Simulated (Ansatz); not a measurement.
Redistribution: C3H10Sn + InH2(CH3) → C2H8Sn + C2H7In

Species: C3H10Sn `C[CH](C)[SnH3]`, singlet; InH2(CH3), singlet; C2H8Sn `C[CH2][SnH3]`, singlet; C2H7In `C[CH2][InH2]`, singlet. The partners trade CH3 for H; both sit on C, so the bond types are kept.

Shapes, held fixed at every level: PBE0-D4/def2-TZVP. Programs: Ansatz 0.2.0. Electronic energies: no zero-point or thermal term.

```json
{"level": "HF/def2-TZVPP", "kind": "Hartree–Fock", "ΔE (kJ/mol)": "+7.5", "less CCSD(T)/def2-TZVPP": "-6.2"}
{"level": "SPW92/def2-TZVPP", "kind": "LDA", "ΔE (kJ/mol)": "+14.4", "less CCSD(T)/def2-TZVPP": "+0.7"}
{"level": "PBE0-D4/def2-TZVPP", "kind": "global hybrid", "ΔE (kJ/mol)": "+11.9", "less CCSD(T)/def2-TZVPP": "-1.8"}
{"level": "r2SCAN0-D4/def2-TZVPP", "kind": "global hybrid", "ΔE (kJ/mol)": "+12.9", "less CCSD(T)/def2-TZVPP": "-0.8"}
{"level": "B2PLYP/def2-TZVPP", "kind": "double hybrid", "ΔE (kJ/mol)": "+10.7", "less CCSD(T)/def2-TZVPP": "-3.0"}
{"level": "CCSD(T)/def2-SVP", "kind": "coupled cluster or CI", "ΔE (kJ/mol)": "+12.2", "less CCSD(T)/def2-TZVPP": "-1.5"}
{"level": "CCSD/def2-SVP", "kind": "coupled cluster or CI", "ΔE (kJ/mol)": "+11.2", "less CCSD(T)/def2-TZVPP": "-2.5"}
{"level": "CCSD(T)/def2-TZVPP", "kind": "coupled cluster or CI", "ΔE (kJ/mol)": "+13.7", "less CCSD(T)/def2-TZVPP": "0.0"}
```

The highest level, CCSD(T)/def2-TZVPP, gives ΔE = +13.7 kJ/mol; the levels span +7.5 to +14.4. The column of differences is taken from that level and isn't an error. No measured value is set beside it here. For atoms past krypton def2 sets carry core potentials with scalar relativity. Outer-core shells of In, Sn are correlated in most correlated rows, in sets that cover them unevenly.

Every level puts the redistribution uphill, so the isopropylstannane and methylindane pair is favoured electronically over the two ethyl compounds, by +13.7 kJ/mol at the highest level. Since the bond types are kept, the energy reflects where the methyl group sits rather than any difference in bond strength between Sn–C and In–C. The isopropyl group has two methyl groups on one carbon, and this geminal contact is lost when one of them moves to the carbon on indium. The same preference makes branched alkanes more stable than linear ones, and it probably supplies most of the endothermicity here. Hartree–Fock keeps the sign but gives only +7.5 kJ/mol, which suggests that medium-range electron correlation between the geminal groups accounts for much of the effect. The close match of LDA in a single reaction is no evidence of general accuracy for alkyl branching. The total also can't separate the lost methyl–methyl contact from a differing response of tin and indium to substitution at the attached carbon, where the vacant p orbital on indium could play a part through hyperconjugation.
